# Appendix: Worked problem on the stress–temperature line of the R-phase in NiTi

## Statement

A slender rod of near-equiatomic NiTi has its axis along $[111]$ of the cubic B2 parent (P), an idealisation of a drawn wire with $\langle111\rangle$ fibre texture. It carries a dead load in a bath at temperature $T$. The parent can transform without diffusion to the R-phase (R), a rhombohedral distortion of the B2 cell that stretches one body diagonal.

Conventions: $\Delta$ means product minus parent; $\sigma$ is the load per area of the stress-free parent, positive in tension; $\varepsilon$ is the axial engineering strain from the same reference; $u,s,g$ are per reference volume, so that 1 MJ m⁻³ = 1 MPa; molar quantities are per mole of atoms.

All inputs in the table are assumed values of typical size. The enthalpy and the angle were chosen together so that the slope comes out near the 15 MPa/K typical of the R-phase, so the result is no test of the formula.

| Quantity | Assumed value |
|---|---|
| Atomic masses of Ni, Ti | 58.69, 47.87 g/mol |
| Density $\rho$ | 6.45 g/cm³ |
| P–R equilibrium temperature at zero stress, $T_0$ | 300 K |
| Enthalpy of P → R at $T_0$, $\Delta H$ | $-5.0$ J/g |
| Rhombohedral angle at $T_0$, $\alpha$ (cell edge equal to that of B2) | 89.6° |
| Isothermal axial moduli $E_P$, $E_R$ (single variant) | 70, 45 GPa |
| $\kappa=-\partial\Delta\varepsilon/\partial T$ at zero stress | $1.0\times10^{-4}$ K⁻¹ |
| P → B19′: $\Delta H_M$, $T_M$, axial strain $\varepsilon_M$ | $-20$ J/g, 275 K, 6.5 % |

(a) Find the slope $d\sigma/dT$ of the P–R equilibrium line at $T_0$ and, on the straight line, the stress and the latent heat at 315 K.

(b) Find the slope for other loading directions, and for an R-phase that keeps the twins needed for a strain-free planar interface with the parent.

(c) Include the unequal moduli.

(d) Include the temperature dependence of the transformation strain and the heat-capacity difference that goes with it.

(e) Locate the crossing with the P–B19′ line.

(f) Apply the formula to a free VO₂ beam loaded along the rutile $c$ axis, with typical inputs for rutile → monoclinic M1: $T_0=340$ K, $\Delta H=-4.3$ kJ and $V_m=18.0$ cm³ per mole of formula units, axial strain $+1.0$ %.

## Solution

### Why the formula holds

For a uniformly strained piece of either phase $du=T\,ds+\sigma\,d\varepsilon$; the work against ambient pressure is negligible here. Bath and dead load fix $T$ and $\sigma$, and the potential that is minimised is

$$g=u-Ts-\sigma\varepsilon ,\qquad dg=-s\,dT-\varepsilon\,d\sigma .$$

Let a fraction $x$ of the reference length be transformed. Both parts carry the same load, and

$$G=V_0\left[(1-x)\,g_P+x\,g_R\right]+G_{\rm front}.$$

The phases are coherent and their cross-sections do not match, so the front stores elastic energy. By Saint-Venant's principle the misfit field is confined to a length of the order of the rod diameter, and $G_{\rm front}$ does not depend on where the front stands, away from the ends. Then $\partial G/\partial x=0$ gives $\Delta g(\sigma,T)=0$ for the uniform states far from the front. No equality of the chemical potentials of Ni and Ti is required, since the composition is frozen. Along the line $d\Delta g=0$:

$$\frac{d\sigma}{dT}=-\frac{\Delta s(\sigma,T)}{\Delta\varepsilon(\sigma,T)} .$$

Both jumps are taken at the point of the line in question. There $\Delta g=0$ makes $T\Delta s=\Delta u-\sigma\Delta\varepsilon$, the heat absorbed in the reversible change. At zero stress $\Delta\varepsilon=\varepsilon_t$, the stress-free transformation strain, and $\Delta s_0=\Delta H/(T_0V_m)$ with molar $\Delta H$, so

$$\left.\frac{d\sigma}{dT}\right|_{T_0}=-\frac{\Delta s_0}{\varepsilon_t}=-\frac{\Delta H}{T_0V_m\varepsilon_t}.$$

The forward change is exothermic, $\Delta H<0$, so the slope has the sign of $\varepsilon_t$.

### (a) Slope, stress and latent heat

The mean molar mass is $M=(58.69+47.87)/2=53.28$ g/mol, and $V_m=M/\rho=8.26$ cm³/mol. The molar enthalpy is $-5.0\ \text{J/g}\times53.28\ \text{g/mol}=-266$ J/mol. Per volume,

$$\rho\,\Delta H=6.45\ \text{g/cm}^3\times(-5.0\ \text{J/g})=-32.25\ \text{MJ/m}^3,\qquad \Delta s_0=\frac{-32.25\ \text{MPa}}{300\ \text{K}}=-0.1075\ \text{MPa/K}.$$

The cell vectors of R obey $\mathbf a_i\cdot\mathbf a_j=a^2\cos\alpha$ for $i\ne j$. In small-strain theory $\mathbf a_i\cdot\mathbf a_j=a^2(\delta_{ij}+2\varepsilon_{ij})$, so the diagonal strains vanish and every off-diagonal strain is $\gamma/2$ with

$$\gamma=\cos 89.6^\circ=6.98\times10^{-3}.$$

Along $\mathbf n=[111]/\sqrt3$ the axial strain is $n_i\varepsilon_{ij}n_j=6\cdot\tfrac13\cdot\tfrac{\gamma}{2}=\gamma$, hence $\varepsilon_t=0.698$ %. The exact stretch of the body diagonal, $\sqrt{1+2\cos\alpha}-1=6.96\times10^{-3}$, is smaller by 0.35 %, and the volume change at fixed edge, $\sqrt{1-3\cos^2\alpha+2\cos^3\alpha}-1=-7.3\times10^{-5}$, is of second order. Three figures are carried below in order to compare levels of the model; the inputs support two. The slope is

$$m_0=\frac{0.1075\ \text{MPa/K}}{6.98\times10^{-3}}=15.4\ \text{MPa/K},$$

or a shift of the equilibrium temperature by 65 K/GPa. With constant jumps the line is straight, and at $\tau=T-T_0=15$ K the stress is $15.4\ \text{MPa/K}\times15\ \text{K}=231$ MPa.

With $\Delta s$ constant, the latent heat at 315 K is $T\Delta s_0/\rho=-5.25$ J/g. The extra 0.25 J/g is the work $\sigma\varepsilon_t=1.61$ MJ/m³ done by the load. The zero-stress enthalpy therefore belongs with $T_0$, and the enthalpy under load with the shifted temperature.

### (b) Orientation and twinning

The four variants are stretched along the four body diagonals $\mathbf d$ (unit vectors). Their strain is $\boldsymbol\varepsilon=\tfrac32\gamma\,(\mathbf d\otimes\mathbf d-\tfrac13\mathbf 1)$, which reproduces the components above and has eigenvalues $\gamma,-\gamma/2,-\gamma/2$. For a load along $\mathbf n$,

$$\varepsilon_t(\mathbf n)=\tfrac12\gamma\left[3(\mathbf n\cdot\mathbf d)^2-1\right],$$

and the variant with the largest $\sigma\varepsilon_t$ has the lowest $g$.

| Load | best $(\mathbf n\cdot\mathbf d)^2$ | $\varepsilon_t$ (%) | $d\sigma/dT$ (MPa/K) |
|---|---|---|---|
| $[111]$ tension | 1 | 0.698 | 15.4 |
| $[111]$ compression | 1/9 | $-0.233$ | $-46.2$ |
| $[110]$ tension | 2/3 | 0.349 | 30.8 |
| $[110]$ compression | 0 | $-0.349$ | $-30.8$ |
| $[100]$, either sign | 1/3 | 0 | infinite |

Tension and compression both raise the equilibrium temperature, each by selecting its own variant, so the boundary has a kink at $\sigma=0$. Along $[100]$ the stress does no work on the transformation strain and acts only through terms of second order, such as those of part (c).

A planar coherent interface with normal $\mathbf p$ between uniformly strained regions needs a strain jump of the form $\tfrac12(\mathbf b\otimes\mathbf p+\mathbf p\otimes\mathbf b)$, which has a zero eigenvalue. A single variant has none, so it cannot meet the parent on a strain-free plane. A fine mixture of the $[111]$ variant (fraction $\lambda$) and the $[11\bar1]$ variant has mean strains $\varepsilon_{12}=\gamma/2$ and $\varepsilon_{13}=\varepsilon_{23}=(2\lambda-1)\gamma/2$, with determinant

$$2\,\varepsilon_{12}\varepsilon_{13}\varepsilon_{23}=\tfrac14\gamma^3(2\lambda-1)^2 .$$

It vanishes only at $\lambda=\tfrac12$. The mean strain is then the shear $\varepsilon_{12}=\gamma/2$ alone, which has the required form on $(100)$ or $(010)$. Its axial strain along $[111]$ is $2\varepsilon_{12}n_1n_2=\gamma/3$. If the twins persist behind the front, the slope is $3m_0=46.2$ MPa/K and the stress at 315 K is 693 MPa. The single variant lies lower in $g$ by $\tfrac23\gamma\sigma$, so with mobile twin boundaries the state far from the front is detwinned and the slope of part (a) applies; the twinned zone is then part of $G_{\rm front}$. The strain in the formula is that of the state actually left behind, which lies between these limits when detwinning is hindered.

### (c) Unequal moduli

With linear elasticity $\varepsilon_P=\sigma/E_P$ and $\varepsilon_R=\varepsilon_t+\sigma/E_R$, so $\Delta\varepsilon=\varepsilon_t+\sigma\,\Delta S$ with

$$\Delta S=\frac1{45\,000\ \text{MPa}}-\frac1{70\,000\ \text{MPa}}=7.94\times10^{-6}\ \text{MPa}^{-1}.$$

Only this difference enters. Integrating $\partial\Delta g/\partial\sigma=-\Delta\varepsilon$ and $\partial\Delta g/\partial T=-\Delta s_0$ from the point $(0,T_0)$, with $A=-\Delta s_0$,

$$\Delta g=A\tau-\sigma\varepsilon_t-\tfrac12\Delta S\,\sigma^2=0
\quad\Rightarrow\quad
\sigma=\frac{\sqrt{\varepsilon_t^2+2\Delta S\,A\tau}-\varepsilon_t}{\Delta S}.$$

The square root equals $\varepsilon_t+\sigma\Delta S$, the strain jump on the line. At $\tau=15$ K, $A\tau=1.6125$ MPa and the root is $8.62\times10^{-3}$. The elastic part of the jump is $1.64\times10^{-3}$, nearly a quarter of $\varepsilon_t$, and

$$\sigma=207\ \text{MPa},\qquad \frac{d\sigma}{dT}=\frac{A}{\varepsilon_t+\sigma\Delta S}=\frac{0.1075\ \text{MPa/K}}{8.62\times10^{-3}}=12.5\ \text{MPa/K}.$$

The stress falls by 24 MPa and the local slope by 19 %. The replacement $\varepsilon_t\to\varepsilon_t+\sigma\Delta S$ holds in the slope only. The energy balance carries the factor $\tfrac12$; solving $\sigma(\varepsilon_t+\sigma\Delta S)=A\tau$ instead counts the elastic term twice and gives 190 MPa.

### (d) Temperature-dependent strain and heat capacity

The rhombohedral distortion grows on cooling. The assumed $\kappa$, which by definition includes any difference in thermal expansion, corresponds to 0.0057° per kelvin if all of it is put down to the angle. Continued above $T_0$, it removes $\kappa\tau=1.5\times10^{-3}$ from the strain jump at 315 K, as much as the compliance term adds. The Maxwell relation $\partial\Delta s/\partial\sigma=\partial\Delta\varepsilon/\partial T=-\kappa$ makes the entropy jump depend on stress as well: $\kappa\sigma=0.023$ MPa/K at 231 MPa, a fifth of $A$. Part (c) is therefore incomplete at its own order. The full second-order expansion has three coefficients, the third being $C=\partial\Delta s/\partial T=\Delta c/T_0$, where $\Delta c$ is the heat-capacity difference per volume at constant stress:

$$\Delta g=A\tau-\sigma\varepsilon_t-\tfrac12\Delta S\,\sigma^2+\kappa\sigma\tau-\tfrac12C\tau^2 ,$$

$$\Delta\varepsilon=\varepsilon_t+\Delta S\,\sigma-\kappa\tau,\qquad \Delta s=-A-\kappa\sigma+C\tau .$$

Setting $\Delta g=0$,

$$\sigma=\frac{\sqrt{(\varepsilon_t-\kappa\tau)^2+2\Delta S\,(A\tau-\tfrac12C\tau^2)}-(\varepsilon_t-\kappa\tau)}{\Delta S},$$

where the root is again $\Delta\varepsilon$, and $\varepsilon_t-\kappa\tau=5.48\times10^{-3}$ at 315 K. Differentiating $d\sigma/dT=-\Delta s/\Delta\varepsilon$ along the line at $T_0$ gives the curvature

$$\left.\frac{d^2\sigma}{dT^2}\right|_{T_0}=-\frac{\Delta S\,m_0^2-2\kappa m_0+C}{\varepsilon_t}.$$

The data do not list $C$. It follows if one assumes that all three coefficients arise from one internal variable, the change $\eta$ of the rhombohedral distortion (as axial strain) from its value at $T_0$, the two phases being alike in moduli, expansion and heat capacity at fixed $\eta$. The R-phase potential then holds the extra term $\tfrac12K\eta^2-(\sigma-b\tau)\eta$. Its minimum lies at $\eta=(\sigma-b\tau)/K$ with value $-(\sigma-b\tau)^2/2K$. Matching to the expansion gives $\Delta S=1/K$, $\kappa=b/K$, $C=b^2/K$, hence

$$b=\frac{\kappa}{\Delta S}=12.6\ \text{MPa/K},\qquad C=\frac{\kappa^2}{\Delta S}=1.26\times10^{-3}\ \text{MPa/K}^2 .$$

This means $\Delta c=T_0C=0.378$ MJ m⁻³ K⁻¹, or 0.059 J g⁻¹ K⁻¹, about an eighth of the Dulong–Petit value $3R/M=0.468$ J g⁻¹ K⁻¹. At 315 K, $\tfrac12C\tau^2=0.142$ MPa. The four levels at 315 K are:

| Terms kept | $\sigma$ (MPa) | $\Delta\varepsilon$ ($10^{-3}$) | $\Delta s$ (MPa/K) | $d\sigma/dT$ (MPa/K) |
|---|---|---|---|---|
| linear | 231 | 6.98 | $-0.1075$ | 15.4 |
| $\Delta S$ | 207 | 8.62 | $-0.1075$ | 12.5 |
| $\Delta S,\kappa$ | 249 | 7.46 | $-0.1324$ | 17.8 |
| $\Delta S,\kappa,C$ | 230 | 7.31 | $-0.1116$ | 15.3 |

The remaining partial truncations give 211 MPa ($C$ alone), 294 MPa ($\kappa$ alone), 190 MPa ($\Delta S,C$) and 268 MPa ($\kappa,C$). The numerator of the curvature shows the cancellation: $(1.88-3.08+1.26)\times10^{-3}=0.06\times10^{-3}$ MPa/K². For one internal variable it is the perfect square $\Delta S\,(m_0-b)^2$, so the line bends towards lower stress or not at all. The stress $b\tau$ is what keeps the distortion at its $T_0$ value on heating; since $b$ is close to $m_0$, the distortion changes by only $\eta=0.33\times10^{-3}$ along the line up to 315 K. The closeness of $b$ and $m_0$ comes from the assumed $\kappa$ and $E_R$ and is not a general law. What is general is that the three terms are of the same order in the distance from $T_0$, and with a strain below one per cent each is large enough that none can be kept alone. In the last row the latent heat is $315\ \text{K}\times(-0.1116\ \text{MPa/K})/\rho=-5.45$ J/g.

### (e) Crossing with the B19′ line

At the linear level $\Delta s_M=6.45\times(-20)/275=-0.469$ MPa/K and $m_M=0.469/0.065=7.22$ MPa/K. The entropy jump of R is smaller than that of B19′ by a factor 4.4 and its strain by a factor 9.3, so the R line is steeper by a factor 2.1. The lines $m_0(T-T_0)$ and $m_M(T-T_M)$ cross at

$$T^*-T_0=\frac{m_M\,(T_0-T_M)}{m_0-m_M}=\frac{7.22\times25\ \text{K}}{15.4-7.22}=22\ \text{K},$$

that is at 322 K and 0.34 GPa, where the three potentials are equal. Between $T_0$ and $T^*$ equilibrium loading runs P → R → B19′; above $T^*$ the R-phase is bypassed. The point is sensitive, because a difference of slopes stands in the denominator: an R slope lower by 10 % moves $T^*-T_0$ to 27 K. These are equilibrium lines. A dissipative resistance $\Delta g_f$ to front motion displaces the loading and unloading lines by $\pm\Delta g_f/\Delta\varepsilon$, and at the linear level it leaves the slope unchanged as long as it is independent of $T$. B19′ typically shows much the larger hysteresis, which on loading extends the range of R beyond $T^*$.

### (f) A vanadium dioxide beam

The metal–insulator transition of VO₂, used in switching and selector devices, is also diffusionless and has a small strain. Here

$$\Delta s_0=\frac{-4300\ \text{J/mol}}{340\ \text{K}\times18.0\ \text{cm}^3/\text{mol}}=-0.70\ \text{MPa/K},\qquad \frac{d\sigma}{dT}=70\ \text{MPa/K},$$

or 14 K/GPa. The M1 twin variants share the elongation along the rutile $c$ axis, so no variant shortens that axis and the line passes through zero stress without a kink: in this model a compression of 500 MPa lowers the transition by 7 K. In tension a second monoclinic phase typically intervenes and needs its own line. The slope exceeds that of the R-phase because the entropy jump per volume is larger by a factor 6.5 at a similar strain. A film bonded to a substrate has its in-plane strain imposed instead of its load; the stress then changes as the transformed fraction grows, and the single line widens into a two-phase band.

### Result

For the assumed inputs the model gives a P–R slope of 15 MPa/K in $[111]$ tension and a transformation stress of about 230 MPa at 15 K above $T_0$. Keeping only part of the second-order terms shifts that stress anywhere from 190 to 294 MPa, and retained twins would triple the slope.